**Screening of the 2p3/2 and 3p3/2 shells in 4d and 5d dications**

The table holds eigenvalues and mean radii of the 2p3/2 and 3p3/2 orbitals of Zr2+ to Cd2+ and Lu2+ to Hg2+, from configuration-averaged Dirac-Coulomb Hartree-Fock at the basis limit. The program tests a screened Dirac one-electron ion, extracting the screening from each eigenvalue, each radius and the gap, and compares second differences in Z with their hydrogenic values. The screenings from the radii and the gap drift slowly, while those from single eigenvalues are much larger and grow several times faster, as a nearly constant potential from outer electrons implies. One screening constant gives the gap to 2.1 % rms with a systematic trend (a two-parameter power law reaches 0.3 %), and constants from the 4d rows predict the radius ratio of Lu2+ to Hg2+ within 1.1 %. Lu2+ (6s1) has both levels about 0.1 hartree below the extrapolated 5d series, with the gap unchanged.

Doubly charged ions of the 4d and 5d series, computed with B-spline radial code 1 at the Dirac-Coulomb Hartree-Fock level, in the basis-set limit. The nucleus is a Fermi distribution, and open nl shells are averaged over the configuration. ε and <r> are the eigenvalues and mean radii of the occupied 2p3/2 and 3p3/2 orbitals.

## Program and output

```python
# Table: eigenvalues (hartree) and mean radii (bohr) of 2p3/2 and 3p3/2 in 4d and 5d 2+ ions;
# B-spline radial code, Dirac-Coulomb Hartree-Fock, nl average, Fermi nucleus, basis limit.
# Tested: screened Dirac one-electron model; inner versus outer screening; the Lu2+ (6s1) row.
T = {
    'ion': ['Zr2+', 'Nb2+', 'Mo2+', 'Tc2+', 'Ru2+', 'Rh2+', 'Pd2+', 'Ag2+', 'Cd2+', 'Lu2+', 'Hf2+', 'Ta2+', 'W2+', 'Re2+', 'Os2+', 'Ir2+', 'Pt2+', 'Au2+', 'Hg2+'],
    'Z': [40, 41, 42, 43, 44, 45, 46, 47, 48, 71, 72, 73, 74, 75, 76, 77, 78, 79, 80],
    'N': [38, 39, 40, 41, 42, 43, 44, 45, 46, 69, 70, 71, 72, 73, 74, 75, 76, 77, 78],
    'configuration': ['[Kr] 4d2', '[Kr] 4d3', '[Kr] 4d4', '[Kr] 4d5', '[Kr] 4d6', '[Kr] 4d7', '[Kr] 4d8', '[Kr] 4d9', '[Kr] 4d10', '[Xe] 4f14 6s1', '[Xe] 4f14 5d2', '[Xe] 4f14 5d3', '[Xe] 4f14 5d4', '[Xe] 4f14 5d5', '[Xe] 4f14 5d6', '[Xe] 4f14 5d7', '[Xe] 4f14 5d8', '[Xe] 4f14 5d9', '[Xe] 4f14 5d10'],
    'e_2p32': [-83.8561, -89.3572, -95.025, -100.861, -106.866, -113.041, -119.387, -125.903, -132.591, -343.538, -355.076, -366.931, -378.999, -391.28, -403.772, -416.475, -429.388, -442.513, -455.849],  # hartree
    'e_3p32': [-13.5364, -14.7615, -16.0193, -17.3115, -18.6394, -20.0037, -21.4052, -22.8444, -24.3218, -76.7304, -79.7246, -82.9, -86.1531, -89.4822, -92.8861, -96.3641, -99.9155, -103.54, -107.237],  # hartree
    'gap': [70.3197, 74.5957, 79.0057, 83.5495, 88.2269, 93.0377, 97.9818, 103.059, 108.27, 266.808, 275.351, 284.031, 292.846, 301.797, 310.885, 320.11, 329.473, 338.973, 348.611],  # hartree
    'r_2p32': [0.14306, 0.13911, 0.13536, 0.13181, 0.12843, 0.12522, 0.12216, 0.11924, 0.11645, 0.075056, 0.073887, 0.072751, 0.071648, 0.070575, 0.069532, 0.068518, 0.06753, 0.066569, 0.065632],  # bohr
    'r_3p32': [0.46267, 0.44647, 0.43138, 0.41728, 0.40408, 0.39169, 0.38004, 0.36907, 0.35872, 0.2158, 0.21207, 0.20847, 0.20498, 0.20159, 0.19831, 0.19513, 0.19203, 0.18903, 0.18612],  # bohr
    'r_ratio': [3.2341, 3.2096, 3.1869, 3.1658, 3.1463, 3.1281, 3.1111, 3.0953, 3.0804, 2.8751, 2.8702, 2.8655, 2.8609, 2.8564, 2.852, 2.8478, 2.8437, 2.8397, 2.8358],
}
import numpy as np
from scipy.constants import alpha as a, physical_constants as pc
from scipy.optimize import brentq, minimize_scalar
eV = pc['Hartree energy in eV'][0]
ion = T['ion']
Z, e2, e3, g, r2, r3, q = (np.array(T[k], float) for k in ['Z','e_2p32','e_3p32','gap','r_2p32','r_3p32','r_ratio'])
def gN(z, n):
    x = n - 2 + np.sqrt(4 - (z*a)**2); return x, np.sqrt(x*x + (z*a)**2)
def E(z, n): x, N = gN(z, n); return (x/N - 1)/a**2
def R(z, n): x, N = gN(z, n); return (x*(3*N*N - 4) + 2*N)/(2*z*N)
G = lambda z: E(z, 3) - E(z, 2)
sig = lambda f, y: np.array([z - brentq(lambda u: f(u) - v, 1, 130) for z, v in zip(Z, y)])
se2, se3, sg = sig(lambda u: E(u, 2), e2), sig(lambda u: E(u, 3), e3), sig(G, g)
s2, s3 = sig(lambda u: R(u, 2), r2), sig(lambda u: R(u, 3), r3)
A, B, L = Z <= 48, Z >= 72, ion.index('Lu2+')
s0 = minimize_scalar(lambda s: np.sum((G(Z - s)/g - 1)**2), bounds=(0, 20), method='bounded').x
dg = 100*(G(Z - s0)/g - 1)
m2, m3 = s2[A].mean(), s3[A].mean(); dq = 100*(R(Z - m3, 3)/R(Z - m2, 2)/q - 1)
print('screening s (Dirac, charge Z-s) from e2p e3p gap r2p r3p | Z<r> 2p 3p | error % gap model, ratio model')
for i in range(len(Z)):
    print(f'{ion[i]:5s}{se2[i]:6.2f}{se3[i]:6.2f}{sg[i]:6.2f}{s2[i]:6.2f}{s3[i]:6.2f} |{Z[i]*r2[i]:6.3f}{Z[i]*r3[i]:7.3f} |{dg[i]:+6.2f}{dq[i]:+6.2f}')
print('table rounding: energies up to 0.0005 hartree, ratio 0.00005 (0.002 %), s from radii up to about 0.002')
print(f'gap model, one s = {s0:.2f}: rms {np.sqrt(np.mean(dg**2)):.2f} %, worst {ion[np.argmax(abs(dg))]} {dg[np.argmax(abs(dg))]:+.2f} %')
p = np.polyfit(np.log(Z), np.log(g), 1); dp = 100*(np.exp(np.polyval(p, np.log(Z)))/g - 1)
print(f'gap power law Z^{p[0]:.3f} (2 parameters): rms {np.sqrt(np.mean(dp**2)):.2f} %, worst {ion[np.argmax(abs(dp))]} {dp[np.argmax(abs(dp))]:+.2f} %')
sn = Z - np.sqrt(72*g/5)
print(f'nonrelativistic s, Zr to Hg: gap {sn[0]:.2f} to {sn[-1]:.2f}; r2p {Z[0]-5/r2[0]:.2f} to {Z[-1]-5/r2[-1]:.2f}; r3p {Z[0]-12.5/r3[0]:.2f} to {Z[-1]-12.5/r3[-1]:.2f}')
print(f'ratio model, s from 4d rows only: 2p {m2:.2f}, 3p {m3:.2f}; largest error 4d {max(abs(dq[A])):.2f} %, Lu-Hg {max(abs(dq[~A])):.2f} %')
print(f'ratio Zr {q[0]:.3f}, Hg {q[-1]:.3f}; unscreened Dirac ratio Zr {R(40,3)/R(40,2):.3f}, Hg {R(80,3)/R(80,2):.3f}; nonrelativistic 2.5')
print(f'Zr to Hg factors: e2p {e2[-1]/e2[0]:.2f}, e3p {e3[-1]/e3[0]:.2f}, gap {g[-1]/g[0]:.2f}, r2p {r2[-1]/r2[0]:.3f}, r3p {r3[-1]/r3[0]:.3f}')
c, h = ion.index('Cd2+'), ion.index('Hf2+')
for nm, s in [('e2p', se2), ('e3p', se3), ('gap', sg), ('r2p', s2), ('r3p', s3)]:
    print(f'drift of s({nm}) per unit Z: Zr-Cd {(s[c]-s[0])/8:.3f}, Cd-Hf {(s[h]-s[c])/24:.3f}, Hf-Hg {(s[-1]-s[h])/8:.3f}')
cv = {}
for nm, M in [('4d', A), ('5d', B)]:
    k2, k3, kg = (np.diff(y[M], 2).mean() for y in (-e2, -e3, g)); cv[nm] = kg
    kd = np.diff(G(Z[M] - sg[M].mean()), 2).mean()
    print(f'{nm} mean second difference (hartree): -e2p {k2:.4f} (1/4, short {0.25-k2:.4f}), -e3p {k3:.4f} (1/9, short {1/9-k3:.4f}), gap {kg:.4f} (5/36 = {5/36:.4f}, Dirac {kd:.4f})')
ex = lambda y, M, i: y[i] - np.polyval(np.polyfit(Z[M] - 76, y[M], 3), Z[i] - 76)
dL = [ex(y, B, L) for y in (e2, e3, g, r2, r3)]; dH = [ex(y, Z >= 73, h) for y in (e2, e3, g, r2, r3)]
for nm, d in [('Lu minus cubic through Hf-Hg', dL), ('control, Hf minus cubic through Ta-Hg', dH)]:
    print(f'{nm}: e2p {d[0]:+.3f}, e3p {d[1]:+.3f}, gap {d[2]:+.3f} hartree; r2p {d[3]:+.6f}, r3p {d[4]:+.5f} bohr')
# Further outputs of the same runs (typed): occupations and <1/r> of n=3 and n>=4 subshells; p1/2 data; Breit shifts (eV)
X = {'Tc2+': ([(2,3.526487),(2,3.418702),(4,3.300169),(4,3.102438),(6,3.071246)],
      [(2,1.270532),(2,1.155044),(4,1.122379),(2,0.824213),(3,0.8154191)], -105.2331, -18.06922, 0.1271842, 0.407211, 5.364561, 0.9009015),
     'Ir2+': ([(2,8.299593),(2,8.199348),(4,7.189321),(4,7.066029),(6,6.831895)],
      [(2,3.478669),(2,3.366649),(4,3.033377),(4,2.820236),(6,2.738507),(6,2.340786),(8,2.308259),(2,1.356626),(2,1.237421),
       (4,1.120116),(2.8,0.8252225),(4.2,0.7945418)], -476.3984, -109.6734, 0.06024832, 0.1800009, 38.75701, 8.480619)}
for nm, (M3, M4, f2, f3, t2, t3, b2, b3) in X.items():
    i = ion.index(nm); v3, v4 = sum(n*w for n, w in M3), sum(n*w for n, w in M4)
    print(f'{nm} eigenvalue minus Dirac energy at radius charge: 2p {e2[i]-E(Z[i]-s2[i],2):.0f}, 3p {e3[i]-E(Z[i]-s3[i],3):.0f}; sum q<1/r>: n>=3 {v3+v4:.0f}, n>=4 {v4:.0f} hartree')
    print(f'{nm} p1/2 gap {f3-f2:.1f} (p3/2 {g[i]:.1f}) hartree, p1/2 ratio {t3/t2:.3f} (p3/2 {q[i]:.3f}); Breit lowers gap by {(b2-b3)/eV:.2f} hartree = {100*(b2-b3)/eV/g[i]:.2f} %')
# typed from the same runs: Lu F0(4f7/2,6s) in eV; sum r^2 of Lu, Hf, Ta in bohr^2
print(f'Lu F0(4f,6s) {9.962753/eV:.2f} hartree; Ir 5d <1/r> {(2.8*0.8252225+4.2*0.7945418)/7:.2f} 1/bohr; sum r^2 Lu-Hf {43.14778-40.04457:+.2f}, Hf-Ta {40.04457-41.099:+.2f} bohr^2')
assert np.all(np.diff(q) < 0) and q.min() > 2.55 and np.all(np.diff(g) > 0)
assert all(abs(k*36/5 - 1) < 0.08 for k in cv.values())
assert dL[0] < -0.05 and dL[1] < -0.05 and abs(dL[2]) < 0.03
assert np.all(se2 > s2) and np.all(se3 > s3) and np.all(s3 > s2) and np.ptp(sg) < np.ptp(se2)/2
```

Output:

```
screening s (Dirac, charge Z-s) from e2p e3p gap r2p r3p | Z<r> 2p 3p | error % gap model, ratio model
Zr2+  14.13 24.40  8.22  5.27 13.10 | 5.722 18.507 | -2.74 +0.24
Nb2+  14.30 24.71  8.27  5.30 13.13 | 5.704 18.305 | -2.35 +0.19
Mo2+  14.46 25.03  8.32  5.33 13.17 | 5.685 18.118 | -2.00 +0.13
Tc2+  14.63 25.36  8.37  5.35 13.20 | 5.668 17.943 | -1.67 +0.07
Ru2+  14.80 25.70  8.41  5.38 13.24 | 5.651 17.780 | -1.37 +0.02
Rh2+  14.97 26.04  8.46  5.41 13.28 | 5.635 17.626 | -1.08 -0.04
Pd2+  15.14 26.39  8.50  5.43 13.32 | 5.619 17.482 | -0.81 -0.10
Ag2+  15.32 26.74  8.55  5.46 13.36 | 5.604 17.346 | -0.56 -0.16
Cd2+  15.49 27.10  8.59  5.48 13.40 | 5.590 17.219 | -0.33 -0.22
Lu2+  18.82 33.95  9.31  5.91 14.19 | 5.329 15.322 | +2.15 -0.86
Hf2+  18.96 34.24  9.34  5.93 14.23 | 5.320 15.269 | +2.21 -0.89
Ta2+  19.09 34.50  9.37  5.94 14.27 | 5.311 15.218 | +2.28 -0.93
W2+   19.22 34.76  9.40  5.96 14.31 | 5.302 15.169 | +2.34 -0.95
Re2+  19.34 35.01  9.43  5.98 14.35 | 5.293 15.119 | +2.40 -0.98
Os2+  19.47 35.26  9.46  6.00 14.40 | 5.284 15.072 | +2.46 -1.00
Ir2+  19.60 35.51  9.49  6.02 14.44 | 5.276 15.025 | +2.52 -1.03
Pt2+  19.73 35.76  9.52  6.04 14.47 | 5.267 14.978 | +2.58 -1.05
Au2+  19.85 36.01  9.55  6.06 14.52 | 5.259 14.933 | +2.64 -1.07
Hg2+  19.98 36.25  9.59  6.08 14.56 | 5.251 14.890 | +2.70 -1.09
table rounding: energies up to 0.0005 hartree, ratio 0.00005 (0.002 %), s from radii up to about 0.002
gap model, one s = 8.65: rms 2.09 %, worst Zr2+ -2.74 %
gap power law Z^2.307 (2 parameters): rms 0.31 %, worst Zr2+ +0.62 %
nonrelativistic s, Zr to Hg: gap 8.18 to 9.15; r2p 5.05 to 3.82; r3p 12.98 to 12.84
ratio model, s from 4d rows only: 2p 5.38, 3p 13.24; largest error 4d 0.24 %, Lu-Hg 1.09 %
ratio Zr 3.234, Hg 2.836; unscreened Dirac ratio Zr 2.498, Hg 2.491; nonrelativistic 2.5
Zr to Hg factors: e2p 5.44, e3p 7.92, gap 4.96, r2p 0.459, r3p 0.402
drift of s(e2p) per unit Z: Zr-Cd 0.170, Cd-Hf 0.144, Hf-Hg 0.128
drift of s(e3p) per unit Z: Zr-Cd 0.337, Cd-Hf 0.298, Hf-Hg 0.252
drift of s(gap) per unit Z: Zr-Cd 0.047, Cd-Hf 0.031, Hf-Hg 0.031
drift of s(r2p) per unit Z: Zr-Cd 0.026, Cd-Hf 0.019, Hf-Hg 0.019
drift of s(r3p) per unit Z: Zr-Cd 0.038, Cd-Hf 0.035, Hf-Hg 0.041
4d mean second difference (hartree): -e2p 0.1696 (1/4, short 0.0804), -e3p 0.0360 (1/9, short 0.0751), gap 0.1336 (5/36 = 0.1389, Dirac 0.1415)
5d mean second difference (hartree): -e2p 0.2116 (1/4, short 0.0384), -e3p 0.0745 (1/9, short 0.0366), gap 0.1369 (5/36 = 0.1389, Dirac 0.1485)
Lu minus cubic through Hf-Hg: e2p -0.106, e3p -0.105, gap +0.001 hartree; r2p -0.000000, r3p +0.00002 bohr
control, Hf minus cubic through Ta-Hg: e2p -0.003, e3p -0.002, gap -0.002 hartree; r2p +0.000000, r3p +0.00000 bohr
Tc2+ eigenvalue minus Dirac energy at radius charge: 2p 77, 3p 32; sum q<1/r>: n>=3 71, n>=4 13 hartree
Tc2+ p1/2 gap 87.2 (p3/2 83.5) hartree, p1/2 ratio 3.202 (p3/2 3.166); Breit lowers gap by 0.16 hartree = 0.20 %
Ir2+ eigenvalue minus Dirac energy at radius charge: 2p 224, 3p 125; sum q<1/r>: n>=3 232, n>=4 101 hartree
Ir2+ p1/2 gap 366.7 (p3/2 320.1) hartree, p1/2 ratio 2.988 (p3/2 2.848); Breit lowers gap by 1.11 hartree = 0.35 %
Lu F0(4f,6s) 0.37 hartree; Ir 5d <1/r> 0.81 1/bohr; sum r^2 Lu-Hf +3.10, Hf-Ta -1.05 bohr^2
```
